# Lorentz-oscillator polarisability and Cauchy dispersion

## Statement

**Conventions.** Fields vary as $e^{-i\omega t}$, and $\lambda=2\pi c/\omega$ is the vacuum wavelength. The polarisability is defined in SI by $\langle d\rangle=\mathrm{Re}[\alpha E_0e^{-i\omega t}]$ for a field $E_0\cos\omega t$ at the molecule. Its atomic unit is $e^2\hbar^2/(mE_h^2)=4\pi\varepsilon_0a_0^3=1.6488\times10^{-41}\ \mathrm{C^2m^2J^{-1}}$, with $m$ the electron mass and $E_h$ the hartree. $N$ is the number of electrons per molecule and $\mathcal N$ the number density of molecules.

**(a) Oscillator form.** The orientation-averaged electronic polarisability is

$$\alpha(\omega)=\frac{e^2}{m}\sum_j\frac{f_j}{\omega_j^2-\omega^2-i\gamma_j\omega},\qquad f_j\ge0,\qquad\sum_jf_j=N,\tag{1}$$

where the sum includes an integral over the continua.

**(b) Cauchy series.** With damping neglected and $|\omega|<\omega_1$, the lowest frequency with $f_j\neq0$,

$$\alpha(\omega)=\frac{e^2}{m}\left[S(-2)+S(-4)\,\omega^2+S(-6)\,\omega^4+\dots\right],\qquad S(k)=\sum_jf_j\,\omega_j^{\,k}.\tag{2}$$

In atomic units $e^2/m=1$.

**(c) Dilute gas.**

$$n-1=A\left(1+\frac{B}{\lambda^2}+R\right),\qquad A=\frac{\mathcal Ne^2S(-2)}{2\varepsilon_0m},\qquad B=(2\pi c)^2\frac{S(-4)}{S(-2)}.\tag{3}$$

For a single oscillator $B=(2\pi c/\omega_0)^2=\lambda_0^2$. With $b=B/\lambda^2$, $u=\lambda_1^2/\lambda^2$ and $\lambda_1=2\pi c/\omega_1$, the remainder obeys

$$\frac{b^2}{1-b}\le R\le\frac{b\,u}{1-u}.\tag{4}$$

## Premises

1. The electrons obey a non-relativistic Hamiltonian $H=\sum_ip_i^2/2m+V(\mathbf r_1,\dots,\mathbf r_N)$ with clamped nuclei and a potential that depends on positions only.
2. The field is weak (linear response) and uniform over the molecule (electric-dipole coupling).
3. The molecules have no permanent dipole, are in the electronic ground state $|0\rangle$ and are randomly oriented.
4. The amplitude of excited state $j$ decays at the rate $\gamma_j/2$. This is a phenomenological premise.
5. The gas is isotropic, has relative permeability 1 at the frequency of the light, and is dilute: $\mathcal N\alpha/\varepsilon_0\ll1$.

## Proof

### Step 1. One classical oscillator

An electron bound with frequency $\omega_0$ and friction $\gamma$ obeys $m(\ddot x+\gamma\dot x+\omega_0^2x)=-eE_0e^{-i\omega t}$. The steady solution is proportional to $e^{-i\omega t}$, and the dipole $d=-ex$ gives

$$\alpha=\frac{e^2/m}{\omega_0^2-\omega^2-i\gamma\omega}.$$

Equation (1) is a weighted sum of such terms. The weights come from quantum mechanics.

### Step 2. Linear response of the molecule

Let the field point along $x$ in the molecular frame and put $X=\sum_ix_i$. The electronic dipole operator is $d=-eX$. The nuclear dipole is a constant, which by premise 3 cancels $\langle0|d|0\rangle$ and has no off-diagonal elements. The coupling is $-dE_0\cos\omega t$. Write $|\psi\rangle=e^{-i\mathcal E_0t/\hbar}\big(|0\rangle+\sum_jc_j|j\rangle\big)$ and $\hbar\omega_j=\mathcal E_j-\mathcal E_0$, with $\mathcal E_j$ the eigenvalues of $H$. Projection of the Schrödinger equation on $\langle j|$, to first order in $E_0$ and with premise 4, gives

$$i\hbar\dot c_j=\hbar\left(\omega_j-\tfrac{i}{2}\gamma_j\right)c_j-d_{j0}E_0\cos\omega t .$$

Each exponential in $\cos\omega t=\tfrac12(e^{-i\omega t}+e^{i\omega t})$ drives its own steady term:

$$c_j=\frac{d_{j0}E_0}{2\hbar}\left[\frac{e^{-i\omega t}}{\omega_j-\omega-i\gamma_j/2}+\frac{e^{i\omega t}}{\omega_j+\omega-i\gamma_j/2}\right].$$

The induced dipole is $\sum_jd_{0j}c_j+\text{c.c.}$ By definition its $e^{-i\omega t}$ part equals $\tfrac12\alpha_{xx}E_0$. The first term contributes directly and the second through the complex conjugate:

$$\alpha_{xx}=\sum_j\frac{|d_{j0}|^2}{\hbar}\left[\frac1{\omega_j-\omega-i\gamma_j/2}+\frac1{\omega_j+\omega+i\gamma_j/2}\right]=\sum_j\frac{2\omega_j|d_{j0}|^2/\hbar}{\omega_j^2+\gamma_j^2/4-\omega^2-i\gamma_j\omega}.$$

The last form uses $(\omega_j-z)(\omega_j+z)=\omega_j^2-z^2$ with $z=\omega+i\gamma_j/2$. The term $\gamma_j^2/4$ shifts the squared resonance frequency by the fraction $(\gamma_j/2\omega_j)^2$ and is absorbed into $\omega_j^2$ in the denominator of (1).

For a field along the unit vector $\mathbf u$ the dipole component along the field is governed by $u_au_b\alpha_{ab}$. Random orientation gives $\langle u_au_b\rangle=\delta_{ab}/3$, so $\alpha=\tfrac13(\alpha_{xx}+\alpha_{yy}+\alpha_{zz})$. This is (1) with

$$f_j=\frac{2m\omega_j}{3\hbar}\Big|\langle j|\textstyle\sum_i\mathbf r_i|0\rangle\Big|^2,$$

which is non-negative because $\omega_j>0$ from the ground state.

### Step 3. Thomas–Reiche–Kuhn sum rule

Since $V$ commutes with $X$ and $[p_{x,i}^2,x_i]=-2i\hbar p_{x,i}$, one has $[H,X]=-(i\hbar/m)\sum_ip_{x,i}$. Then $[x_i,p_{x,k}]=i\hbar\delta_{ik}$ gives

$$[X,[H,X]]=N\hbar^2/m .$$

The left side is $2XHX-X^2H-HX^2$. Its ground-state expectation value, with the complete set of eigenstates inserted, is $2\sum_j(\mathcal E_j-\mathcal E_0)|X_{j0}|^2$. Hence $\sum_j(2m\omega_j/\hbar)|X_{j0}|^2=N$ for each Cartesian direction, and the mean of the three directions is $\sum_jf_j=N$. Completeness requires the ionisation continua and the core excitations, so $N$ counts all electrons.

### Step 4. Expansion below the first resonance

For one damped term,

$$\frac1{\omega_j^2-\omega^2-i\gamma_j\omega}=\frac1{\omega_j^2}+\frac{i\gamma_j\omega}{\omega_j^4}+\frac{\omega^2}{\omega_j^4}\left(1-\frac{\gamma_j^2}{\omega_j^2}\right)+\dots$$

The odd term is imaginary and describes absorption. The real $\omega^2$ coefficient changes by the fraction $\gamma_j^2/\omega_j^2$. A series in even powers therefore holds for $\gamma_j\to0$, and for $\mathrm{Re}\,\alpha$ up to that fraction. With $\gamma_j=0$ and $|\omega|<\omega_1\le\omega_j$ each term is a geometric series,

$$\frac{f_j}{\omega_j^2-\omega^2}=\sum_{k=0}^\infty f_j\,\omega_j^{-2k-2}\omega^{2k}.$$

All terms are non-negative and their total is at most $N/(\omega_1^2-\omega^2)$, so the sums over $j$ and $k$ may be exchanged. This gives (2). All coefficients are positive, so $\alpha$ rises with frequency (normal dispersion). The singularity at $\omega_1$ fixes the radius of convergence.

### Step 5. Local field and refractive index

Cut a sphere around one molecule, large against the mean spacing and small against $\lambda$. The polarisation $P$ outside leaves the charge density $-P\cos\theta$ on the wall, with $\theta$ measured from the direction of $P$. Its field at the centre is parallel to $P$ and has the size

$$\frac{P}{4\pi\varepsilon_0}\int\cos^2\theta\,d\Omega=\frac{P}{3\varepsilon_0}.$$

A parallel dipole inside the sphere produces at the centre a field component proportional to $(3\cos^2\theta-1)/r^3$, whose average over an isotropic distribution vanishes. Thus $E_{\rm loc}=E+P/3\varepsilon_0$. Insert this into $P=\mathcal N\alpha E_{\rm loc}$, use $P=\varepsilon_0(n^2-1)E$, and put $y=\mathcal N\alpha/\varepsilon_0$. Then $n^2-1=y\,[1+(n^2-1)/3]$, which is the Lorentz–Lorenz relation

$$\frac{n^2-1}{n^2+2}=\frac y3,\qquad n^2-1=\frac{y}{1-y/3}=y+\frac{y^2}3+\dots$$

With $\sqrt{1+s}=1+s/2-s^2/8+\dots$,

$$n-1=\frac y2+\left(\frac16-\frac18\right)y^2+\dots=\frac y2\left(1+\frac y{12}+\dots\right).\tag{5}$$

Keep the leading term, insert (2), factor out $S(-2)$ and put $\omega=2\pi c/\lambda$. The result is (3), with $R=\sum_{k\ge2}(2\pi c/\lambda)^{2k}S(-2k-2)/S(-2)$.

The dropped term is known. Let $y=y_0(1+b)$ with $y_0=2A$. The constant part of (5) is $\tfrac12y_0(1+y_0/12)$ and the part linear in $b$ is $\tfrac12y_0b\,(1+y_0/6)$. Both $A$ and $B$ therefore rise by the fraction $y_0/12=A/6$.

In a mixture $P=\sum_s\mathcal N_s\alpha_sE_{\rm loc}$, so every $S(k)$, including $S(0)=N$, is replaced by its mole-fraction average.

In atomic units, with $\lambda_a=hc/E_h=45.563$ nm,

$$A=2\pi\mathcal Na_0^3\,S(-2),\qquad B=\lambda_a^2\,S(-4)/S(-2).$$

### Step 6. Single oscillator and bounds

For one oscillator of strength $f$, $S(-2)=f/\omega_0^2$ and $S(-4)=f/\omega_0^4$. Then $B=(2\pi c/\omega_0)^2=\lambda_0^2$, independent of $f$ and of the density, and $n-1=A/(1-\lambda_0^2/\lambda^2)$.

For many oscillators define the weights $p_j=f_j\omega_j^{-2}/S(-2)$, which sum to 1, and $u_j=\lambda_j^2/\lambda^2$ with $\lambda_j=2\pi c/\omega_j$. Then

$$\frac{\alpha(\omega)}{\alpha(0)}=\sum_j\frac{p_j}{1-u_j},\qquad\sum_jp_ju_j=b .$$

So $B$ is the mean of $\lambda_j^2$ weighted by each transition's share of the static polarisability. The function $g(v)=1/(1-v)$ is convex on $0\le v\le u<1$. Jensen's inequality gives $\sum_jp_jg(u_j)\ge1/(1-b)$. The chord from $v=0$ to $v=u$ lies above $g$, so $g(v)\le1+v/(1-u)$ and $\sum_jp_jg(u_j)\le1+b/(1-u)$. Subtraction of $1+b$ from both bounds gives (4). The lower bound is the single-oscillator curve with $\lambda_0^2=B$.

The single oscillator that reproduces both $A$ and $B$ has

$$\bar\omega^2=\frac{S(-2)}{S(-4)},\qquad\bar\lambda=\sqrt B,\qquad f_{\rm eff}=\frac{S(-2)^2}{S(-4)}.$$

The Cauchy–Schwarz inequality for the sequences $f_j^{1/2}$ and $f_j^{1/2}\omega_j^{-2}$ gives $S(-2)^2\le S(0)S(-4)$, that is $f_{\rm eff}\le N$, with equality only if all strength sits at one frequency. An oscillator that carries all $N$ electrons and reproduces $A$ has $B_N=(2\pi c)^2S(-2)/N=B f_{\rm eff}/N$, a lower bound to $B$. Also $\bar\omega\ge\omega_1$: the effective frequency is an average and does not mark the onset of absorption.

## Range of validity

- **Short wavelengths.** The series needs $\lambda>\lambda_1$, and the two-term form needs $R\ll b$. By (4), $R/b$ lies between $b/(1-b)$ and $u/(1-u)$.
- **Long wavelengths.** Clamped nuclei omit vibrational and rotational poles. For infrared-active or polar molecules these lie below the visible, and (2) then describes the electronic part only. Isolated N$_2$ and O$_2$ are homonuclear and have no such electric-dipole poles. Trace CO$_2$ and water vapour have them, and O$_2$ has weak magnetic-dipole lines, so (3) holds for air away from such lines.
- **Damping.** A constant $\gamma_j$ describes the neighbourhood of a line. Far below resonance the imaginary term of Step 4 is not a reliable absorption coefficient. A ratio $\gamma_j/\omega_j=10^{-4}$, typical of broad lines, changes $B$ by a fraction of order $10^{-8}$. Continuous absorption enters through the distribution of $f$, not through $\gamma$.
- **Density.** The local-field term is $A/6$ in relative size. Pair fluctuations, ignored in Step 5, add a further relative term linear in density. Departure from the ideal-gas law rescales $A$ and leaves $B$ unchanged.
- **Sum rule.** $\sum_jf_j=N$ is exact under premise 1. Relativity and nuclear motion modify it slightly for light elements. $A$ and $B$ depend on the negative moments only.
- **Wavelength scale.** Use of the wavelength in the gas, $\lambda/n$, alters the value of $B$ by the fraction $2(n-1)$.

## Numerical illustration: N$_2$ and dry air

Standard conditions are taken as 273.15 K and 101 325 Pa. The ideal-gas law gives $\mathcal N=p/k_BT=2.6868\times10^{25}\ \mathrm{m^{-3}}$ and $2\pi\mathcal Na_0^3=2.5016\times10^{-5}$. At 288.15 K and the same pressure $A$ is multiplied by 0.948.

The inputs are typical values in atomic units: $S(-2)=11.74$ and $S(-4)=30.1$ for N$_2$, $S(-2)=10.59$ and $S(-4)=34.8$ for O$_2$. They were chosen to represent the typical refractivity of these gases, and moments of this kind are usually constrained to refractivity data, so the results illustrate the formulas and do not test them. Dipole-allowed absorption is taken to begin at approximately $\lambda_1=100$ nm in N$_2$ and 205 nm in O$_2$ (Schumann–Runge bands); the latter sets $\lambda_1$ for air. Dry air is modelled by mole fractions 0.79 N$_2$ and 0.21 O$_2$, the minor constituents of about 1 % being counted with N$_2$. A 10 % difference in their polarisability would change $A$ by a fraction of about $1\times10^{-3}$.

| model quantity | N$_2$ | dry air |
|---|---|---|
| $S(-2)$ (a.u.) | 11.74 | 11.50 |
| $S(-4)$ (a.u.) | 30.1 | 31.1 |
| $N$ | 14 | 14.42 |
| $A$ | $2.94\times10^{-4}$ | $2.88\times10^{-4}$ |
| $B$ (nm$^2$) | $5.32\times10^{3}$ | $5.61\times10^{3}$ |
| $\bar\lambda$ (nm) | 73.0 | 74.9 |
| $\hbar\bar\omega$ (eV) | 17.0 | 16.5 |
| $f_{\rm eff}$ | 4.58 | 4.25 |
| $b$ at 633 nm | 0.0133 | 0.0140 |
| $R$ at 633 nm, lower bound | $1.8\times10^{-4}$ | $2.0\times10^{-4}$ |
| $R$ at 633 nm, upper bound | $3.4\times10^{-4}$ | $1.6\times10^{-3}$ |
| $A(1+b)$ at 633 nm | $2.98\times10^{-4}$ | $2.92\times10^{-4}$ |

**Neglected terms.** For N$_2$ the local-field fraction is $A/6=4.9\times10^{-5}$. A typical second virial coefficient of $-10\ \mathrm{cm^3\,mol^{-1}}$ at the molar density $p/(N_Ak_BT)=44.6\ \mathrm{mol\,m^{-3}}$ raises $\mathcal N$ and $A$ by the fraction $4\times10^{-4}$. The change of wavelength scale alters $B$ by $6\times10^{-4}$. The virial term is as large as $R$ at 633 nm but far below $b$, so three figures of $n-1$ are supported. The dispersive part $Ab$ at 633 nm is $3.9\times10^{-6}$ for N$_2$ and $4.0\times10^{-6}$ for air.

**Effective electron number.** One oscillator with all 14 electrons of N$_2$ gives $B_N=1.74\times10^3\ \mathrm{nm^2}$, a factor 3.1 below the model's $B$. Much of the strength lies at high energy. About four units belong to the 1s electrons, whose excitations start near 400 eV, and these add at most about $4\,(E_h/400\ \mathrm{eV})^2=0.02$ a.u. to $S(-2)$.

**Deep ultraviolet.** N$_2$ serves as a purge gas in 193 nm lithography optics. There $b=0.143$ and $u=0.268$. The two-term formula gives $n-1=3.36\times10^{-4}$, while (4) gives $0.024\le R\le0.052$, which is 17 % to 37 % of the $B$ term. The model's refractivity at 273.15 K and 101 325 Pa thus lies between $3.43\times10^{-4}$ and $3.51\times10^{-4}$, and the two-term form falls short of both bounds. For air, 193 nm is shorter than $\lambda_1=205$ nm, and the Cauchy series does not converge there.